## When boron has the smallest gap

Gas-phase molecules computed with Ansatz 0.2.0 in r2SCAN-D4 and r2SCAN0-D4 with def2-TZVPP, at PBE0-D4/def2-TZVP geometries (def2 core potentials past Kr). In each frame (SMILES) the atom marked * is exchanged; gaps are LUMO minus HOMO. Atomization energies are electronic, free atoms minus molecule, without zero-point or spin-orbit terms.

```csv
formula,frame,*,Z,electronegativity,point group,mean bond of the marked atom (Å),valence electrons,"gap, r2SCAN-D4 (eV)","gap, r2SCAN0-D4 (eV)","gap, r2SCAN0-D4 less r2SCAN-D4 (eV)","atomization, r2SCAN-D4 (kcal/mol)"
CBF2NO,O=C=N*(F)F,B,5,2.040,Cs,1.349,32,7.13,9.45,2.32,763.4
CAlF2NO,O=C=N*(F)F,Al,13,1.610,C2v,1.667,32,6.62,8.65,2.04,716.4
CF2GaNO,O=C=N*(F)F,Ga,31,1.810,Cs,1.751,32,5.80,8.02,2.23,638.5
CHBClN,H*(Cl)C#N,B,5,2.040,Cs,1.479,20,4.67,6.85,2.18,510.7
CHAlClN,H*(Cl)C#N,Al,13,1.610,Cs,1.854,20,5.56,7.56,2.00,461.2
CHClGaN,H*(Cl)C#N,Ga,31,1.810,Cs,1.866,20,5.08,7.10,2.03,431.1
BBrH2O2,O*(O)Br,B,5,2.040,Cs,1.546,24,7.66,9.56,1.91,588.8
AlBrH2O2,O*(O)Br,Al,13,1.610,C2v,1.870,24,6.49,8.39,1.90,537.6
BrH2InO2,O*(O)Br,In,49,1.780,n/a,2.126,24,4.65,n/a,n/a,438.5
```

In each frame of this table a planar atom of group 13 holds three ligands, and that atom, marked *, is exchanged from row to row. The shape shifts a little too: the isocyanate is bent at nitrogen for boron and gallium but straight for aluminium, and one OH group of the bromide is turned differently for aluminium. Going from boron to the heavier elements narrows the gap step by step in the isocyanate, O=C=N*(F)F, and in the bromide, O\*(O)Br. In the cyanide, H\*(Cl)C#N, the order is broken: boron has the narrowest gap, aluminium the widest, and gallium lies between. Both functionals agree on this, so the reversal isn't peculiar to one of them, and a chemical reason is worth looking for.

The gap here is the distance between the highest occupied and the lowest empty orbital, HOMO and LUMO:

$$E_\text{gap}=\varepsilon_\text{LUMO}-\varepsilon_\text{HOMO}.$$

It is a difference of orbital energies and not the energy of the first optical absorption. Its use is that any change in the gap divides exactly into a shift of the empty level and a shift of the filled one. The two levels belong to different parts of the chemistry, and they can be questioned separately.

### Boron's empty level follows its ligands

Compare the isocyanate with the cyanide for the same central atom. The LUMO of the boron compound drops by about 2.5 eV, that of the aluminium compound by 1.5 eV and that of the gallium compound by only 0.7 eV. The LUMO of the boron compound thus responds to the change of ligands more than three times as strongly as that of the gallium compound. This unequal response turns the order round.

The runs don't print what these LUMOs are made of, but standard bonding theory suggests why boron should respond most. A three-coordinate atom of group 13 has only six electrons in its bonds, which leaves one p orbital, perpendicular to the molecular plane, formally empty. Lone pairs on fluorine, oxygen or nitrogen overlap with this orbital; the filled combination goes down and the empty one goes up. Cyanide does the opposite, because its own empty π* orbital mixes with the p orbital and gives a new empty level below both.

Both effects grow with sideways overlap, and boron has a compact 2p orbital and short bonds. From boron to aluminium the mean bond lengthens by 0.3 to 0.4 Å in every frame, so the overlap weakens. Boron's empty level should therefore be raised most by donors and fall most when they give way to an acceptor. The cyanide frame makes both changes at once, since fluorine and isocyanate, both donors, give way to hydrogen, chlorine and cyanide, and the table can't say how much each contributes.

### One gap worked out

Suppose that the ligands moved only the empty level and left the HOMO where it was. For boron, the cyanide's gap would then be the isocyanate's gap less the drop of the LUMO:

$$7.13\ \text{eV}-2.45\ \text{eV}=4.68\ \text{eV}.$$

The table has 4.67 eV. The LUMO drop is taken from the same calculations, so this tests only the assumption of a fixed HOMO, which for boron holds almost exactly in energy, though the two HOMOs need not be the same kind of orbital. For gallium it is off by less than 0.1 eV, but for aluminium by 0.4 eV, because there the HOMO moves as well.

### What narrows the gap in the other two frames

The fixed HOMO also fails for the step from boron to aluminium in the isocyanate. The gap narrows by 0.51 eV, yet the LUMO falls by only 0.09 eV; most of the change comes from a rise of the HOMO. A plausible reason is the more polar bond to aluminium, which leaves more negative charge on the isocyanate group and so raises its filled levels. The Mulliken charges of the same runs support this: the negative charge on the group grows from 0.05 e with boron to 0.21 e with aluminium. The total charge of the group can't be the whole story, though. With gallium the group still carries 0.19 e, yet the HOMO falls back by 0.26 eV. The core levels give a hint: in the hybrid runs the 1s levels of the group's oxygen and carbon rise with aluminium and fall back with gallium by about as much as the HOMO. Nitrogen fits less well: its 1s level also rises with aluminium, but with gallium it falls back about twice as far as the HOMO. This suggests a shift of the electric potential that reaches the whole group but is uneven across it, and that depends on where the charges sit as well as on their sum. The bend at nitrogen, present with boron and gallium, may play a part in that.

From aluminium to gallium the empty level takes over and drops by 1.1 eV. The mean bond grows by less than 0.1 Å, so a loss of overlap is a poor explanation. More probably a different kind of orbital now matters: an antibonding level with much s character on the metal. Gallium's 4s electrons are held tightly because the filled 3d shell screens the nucleus poorly, and this draws such a level down. If so, gallium's weak response to the ligands has a second cause: its LUMO in the isocyanate is already low for another reason. In the cyanide the same step narrows the gap by only 0.48 eV, of which 0.28 eV comes from a lower LUMO and 0.21 eV from a higher HOMO; this puts gallium between aluminium and boron.

In the bromide the third element is indium, and the LUMO falls by 1.8 eV from aluminium. Here the bonds do become clearly longer and weaker, which pushes the antibonding level up less. Longer bonds are not the only candidate, though. Indium, like gallium, has a filled d shell beneath its valence electrons, and its core potential includes the scalar relativity that the gallium runs lack. Both would lower a level with much s character, and the table can't separate the three effects.

The step from boron to aluminium in the bromide also comes from the empty level, which falls by 1.4 eV; the HOMO falls slightly too and offsets a little of this. That fits the expectation that donors raise boron's level most, since the two oxygens and the bromine are all donors. The size of the step needs care, however. Boron's LUMO lies 0.2 eV above zero, where an electron would not be bound, and the value of such a level depends on the basis set. With the level put at zero, the gap would still exceed aluminium's by 0.9 eV in r2SCAN and by 0.3 eV in the hybrid. The order therefore stands, while the size of the step is uncertain.

### What exact exchange changes

The hybrid r2SCAN0 widens the gap by about 2 eV in each of the eight molecules computed with both functionals. This is the usual effect of exact exchange: it reduces the spurious repulsion of an electron with itself, which lowers filled levels, and it raises empty ones. Nearly two thirds of the widening comes from the HOMO. The choice of functional thus matters far more for the size of a gap than for its order within a frame.

The margins do change. In the cyanide frame boron's gap lies 0.9 eV below aluminium's in r2SCAN and 0.7 eV below in the hybrid. Against gallium the hybrid leaves only about a quarter of an eV. Gallium is treated here without scalar relativity, which would bind its 4s electrons more tightly and could lower its LUMO, so boron's place below gallium is less secure than its place below aluminium.

### A small gap is not a weak molecule

The atomization energy keeps a regular order where the gap does not. It falls from boron to aluminium by about 50 kcal/mol in every frame, including the cyanide, and falls again to the third element. It measures all the bonds together, whereas the gap depends on two levels, one of them empty. A low LUMO tells a chemist that the molecule readily accepts electrons, and it can go with strong bonds.

The ligands reappear in the next step. Replacing aluminium by gallium costs 78 kcal/mol in the isocyanate but only 30 kcal/mol in the cyanide. A likely reason is that aluminium, the less electronegative of the two on Pauling's scale, forms especially strong polar bonds to fluorine and nitrogen, and these are what the isocyanate loses. The level shifts and energy steps behind these comparisons are printed after this text; they are plain differences with no adjustable constant.

Output of the analysis:

```
Frontier levels in r2SCAN and their moves in the hybrid (eV):
       row    HOMO    LUMO  HOMO fall in hybrid  LUMO rise in hybrid
    CBF2NO  -8.574   -1.44                1.433                0.885
   CAlF2NO  -8.146  -1.531                1.376                0.662
   CF2GaNO  -8.403  -2.608                1.357                0.871
    CHBClN  -8.565  -3.893                1.343                0.839
   CHAlClN  -8.555  -2.996                1.313                 0.69
   CHClGaN  -8.348  -3.273                1.308                 0.72
   BBrH2O2  -7.429   0.228                 1.23                0.677
  AlBrH2O2  -7.662  -1.172                1.246                0.651
  BrH2InO2  -7.581  -2.927                  n/a                  n/a
Step from the lighter element in the frame (boron rows 0):
       row  gap eV  HOMO eV  LUMO eV  atomization kcal/mol  mean bond A
    CBF2NO       0        0        0                     0            0
   CAlF2NO   -0.51    0.428   -0.091                   -47        0.318
   CF2GaNO   -0.82   -0.257   -1.077                 -77.9        0.084
    CHBClN       0        0        0                     0            0
   CHAlClN    0.89     0.01    0.897                 -49.5        0.375
   CHClGaN   -0.48    0.207   -0.277                 -30.1        0.012
   BBrH2O2       0        0        0                     0            0
  AlBrH2O2   -1.17   -0.233     -1.4                 -51.2        0.324
  BrH2InO2   -1.84    0.081   -1.755                 -99.1        0.256
B, LUMO in isocyanate less cyanide frame (eV): 2.453
Al, LUMO in isocyanate less cyanide frame (eV): 1.465
Ga, LUMO in isocyanate less cyanide frame (eV): 0.665
B, HOMO in isocyanate less cyanide frame (eV): -0.009
B, gap in isocyanate less cyanide frame (eV): 2.46
Al, gap in isocyanate less cyanide frame (eV): 1.06
Ga, gap in isocyanate less cyanide frame (eV): 0.72
Cyanide frame, gap of B less Ga, r2SCAN (eV): -0.41
Cyanide frame, LUMO of B less Ga, r2SCAN (eV): -0.62
Isocyanate, gap of B less Al, hybrid (eV): 0.8
Cyanide frame, gap of B less Al, hybrid (eV): -0.71
Cyanide frame, gap of B less Ga, hybrid (eV): -0.25
Smallest widening of the gap by the hybrid (eV): 1.9
Largest widening of the gap by the hybrid (eV): 2.32
Mean share of the widening that comes from the HOMO (%): 63.85
Bromide, B gap with LUMO put at zero less Al gap, r2SCAN (eV): 0.939
Bromide, B gap with LUMO put at zero less Al gap, hybrid (eV): 0.269
```
